**Q:** The lower part of this tin spectrum looks like the density of states of a simple metal, and then it nearly vanishes. Which rows really break the pattern?

**A:** We need a smooth curve to hold against the table. The columns s and p give the density of states on tin's s and p orbitals, and energies count from the Fermi energy. The crystal is a one-atom orthorhombic form of tin, neither of the two familiar ones.

Density of states of Immm tin (Materials Project cell, 27.87 Å³/atom, conventional a, b, c = 3.382, 3.909, 4.216 Å) on Löwdin s and p orbitals, by tetrahedra with a 0.4 eV window, energies from the Fermi energy. Ansatz 0.2.0, spin-unpolarized scalar-relativistic LDA, PAW datasets made for PBE, 420 eV cutoff, 13 × 13 × 13 k points, Fermi-Dirac smearing 0.08 eV.

```
energy (eV)  s (states/(eV atom))  p (states/(eV atom))
      -10.4                  0.10                  0.03
      -10.0                  0.12                  0.06
       -9.6                  0.14                  0.07
       -9.2                  0.15                  0.09
       -8.8                  0.17                  0.10
       -8.4                  0.19                  0.11
       -8.0                  0.22                  0.12
       -7.6                  0.26                  0.13
       -7.2                  0.32                  0.13
       -6.8                  0.33                  0.13
       -6.4                  0.37                  0.12
       -6.0                  0.43                  0.10
       -5.6                  0.41                  0.07
       -5.2                  0.19                  0.04
       -4.8                  0.09                  0.02
       -4.4                  0.06                  0.03
       -4.0                  0.03                  0.11
       -3.6                  0.02                  0.23
       -3.2                  0.04                  0.36
       -2.8                  0.07                  0.51
       -2.4                  0.09                  0.55
       -2.0                  0.10                  0.43
       -1.6                  0.10                  0.42
       -1.2                  0.09                  0.41
       -0.8                  0.09                  0.47
       -0.4                  0.08                  0.47
        0.0                  0.08                  0.47
        0.4                  0.07                  0.49
        0.8                  0.07                  0.50
        1.2                  0.06                  0.51
        1.6                  0.06                  0.54
        2.0                  0.05                  0.58
        2.4                  0.05                  0.60
        2.8                  0.04                  0.60
        3.2                  0.04                  0.66
        3.6                  0.03                  0.70
        4.0                  0.03                  0.68
        4.4                  0.02                  0.63
        4.8                  0.02                  0.51
        5.2                  0.01                  0.41
```

**Q:** What smooth curve would you choose?

**A:** Free electrons in the same volume. A sphere of radius $k$ in wave-vector space holds $N=Vk^3/3\pi^2$ electrons per atom, where $V$ is the volume per atom and $E-E_0=\hbar^2k^2/2m$ is the energy above the valence bottom $E_0$. Differentiating $N$ by energy gives

$$g(E)=\frac{V}{2\pi^2}\left(\frac{2m}{\hbar^2}\right)^{3/2}\sqrt{E-E_0}.$$

The cell gives $V$ and the computed bands give $E_0=-10.99$ eV, so no row was used to adjust the curve. I compare it with s + p, which accounts for nearly all four valence electrons. The printed analysis after this text holds the comparison.

**Q:** And where does it fail?

**A:** From -10.4 to -8.0 eV the sum stays within about 11% of the curve. Around -6.0 it rises a quarter above it, and at -4.4 it drops to less than a fifth of it. It then recovers, overshoots a little near -2.4, runs mostly somewhat below the curve, and falls away again above 4 eV. The dip is the main break, and the pile-up before it belongs to the same event.

**Q:** Why should electrons in a crystal look free at first and then not?

**A:** Start with the longest waves. Near the valence bottom, a wave hardly changes from one atom to the next, so the spacing of the atoms matters little. As the wavelength shortens, it reaches a value at which reflections from successive atomic planes add up. The wave and its reflection then form two standing waves, one with its crests on the atoms and the other with its nodes there.

Seen from an atom, the first is s-like and the second p-like. If the atom attracted both equally, they would keep the same energy and the curve would run on smoothly. But tin's 5s level lies well below its 5p level, because an s electron penetrates closer to the nucleus. The s-like wave therefore sinks, the p-like wave rises, and few states are left between them.

**Q:** Can you estimate where that happens?

**A:** Roughly, from the cell edges and the computed valence bottom. The longest wave reflected in this way belongs to the (011) planes, with $k=\pi\sqrt{1/b^2+1/c^2}$. With $\hbar^2/2m=3.81$ eV Å$^2$, its free-electron energy is

$$-10.99+3.81\,\pi^2\left(\frac{1}{3.909^2}+\frac{1}{4.216^2}\right)\approx-6.4\ \text{eV}.$$

That is the energy from which the two standing waves part, not where the minimum should lie. In the calculation the second valence band starts at -4.4 eV, close to this very wave vector, so the upper standing wave sits about 2 eV above the free-electron estimate.

**Q:** Does the table show the change from s-like to p-like?

**A:** Clearly. At -5.6 eV, s makes up about 85% of the sum; at -3.2 eV it is only 10%. The exact shares depend on how the orbitals are defined, since a neighbour's tail can count as p, but a reversal this large doesn't hinge on that.

**Q:** Why is the dip so deep, if each set of planes reflects only its own waves?

**A:** The other nearby sets begin to act at similar energies, the last of them at about -5.2 eV, and waves that strike the planes at a slant are reflected at higher energies still. The dips therefore overlap. Together these planes bound a region of wave vectors that holds very nearly two electrons per atom, and the rows up to -4.4 eV do contain about two. It isn't a true gap, because the first band ends at -3.6 eV, after the second has begun.

**Q:** Where do the displaced states go?

**A:** The dip lacks about 0.7 states per atom, and the pile-up below it returns less than 0.2. Most of those electrons must sit higher, which helps to explain an occupied width of 11 eV where free electrons need 10. Some gather in the small peak at -2.4 eV. It belongs to the second band alone, since the first has ended and the third starts only near -2.1 eV, and p makes up 86% of the sum there. Spin-orbit coupling, absent here, could still reshape a feature this narrow.

**Q:** Is the fall above 4 eV another reflection effect?

**A:** I'd look first at what is being counted. Three p orbitals hold six states per atom, and the table has used about 5.3 of them by its last row. Free electrons have no such ceiling. A fifth valence-type band starts near 3.4 eV, and one s and three p orbitals can't supply five bands. Other orbitals must therefore join in, and the full density of states need not fall there. The table can't settle this, because it lists only s and p.

Printed output of the fit:

```
valence bottom from the Fermi energy, eV: -10.99
free-electron width for four electrons, eV: 9.995
lowest s+p in percent of free electrons, rows -10.4 to -8.0: 89.05
highest s+p in percent of free electrons, rows -10.4 to -8.0: 103.5
free-electron density at -6.0, states/(eV atom): 0.4242
s+p less free electrons at -6.0, states/(eV atom): 0.1058
free-electron density at -4.4, states/(eV atom): 0.4875
s+p at -4.4 in percent of free electrons: 18.46
states missing against free electrons, rows -5.2 to -3.2, per atom: 0.698
states in excess of free electrons, rows -8.0 to -5.6, per atom: 0.1727
s+p less free electrons at -2.4, states/(eV atom): 0.08347
lowest s+p in percent of free electrons, rows -2.0 to 4.0: 84.16
highest s+p in percent of free electrons, rows -2.0 to 4.0: 100.7
s+p at 5.2 in percent of free electrons: 54.97
free-electron energy at the centre of the nearest zone face (011), eV: -6.415
free-electron energy at the centre of the zone face (110), eV: -5.243
start of the second valence band, eV: -4.448
top of the first valence band, eV: -3.646
s share at -5.6, percent: 85.42
s share at -3.2, percent: 10
s electrons in the rows up to -4.4: 1.42
p electrons in the rows up to -4.4: 0.54
s+p electrons in the rows up to the Fermi energy, half of row 0.0: 3.938
electrons below the first row's window, free-electron estimate: 0.03097
s states in all rows, of 2: 1.956
p states in all rows, of 6: 5.276
start of the fourth valence-type band above the first, eV: 3.401
```
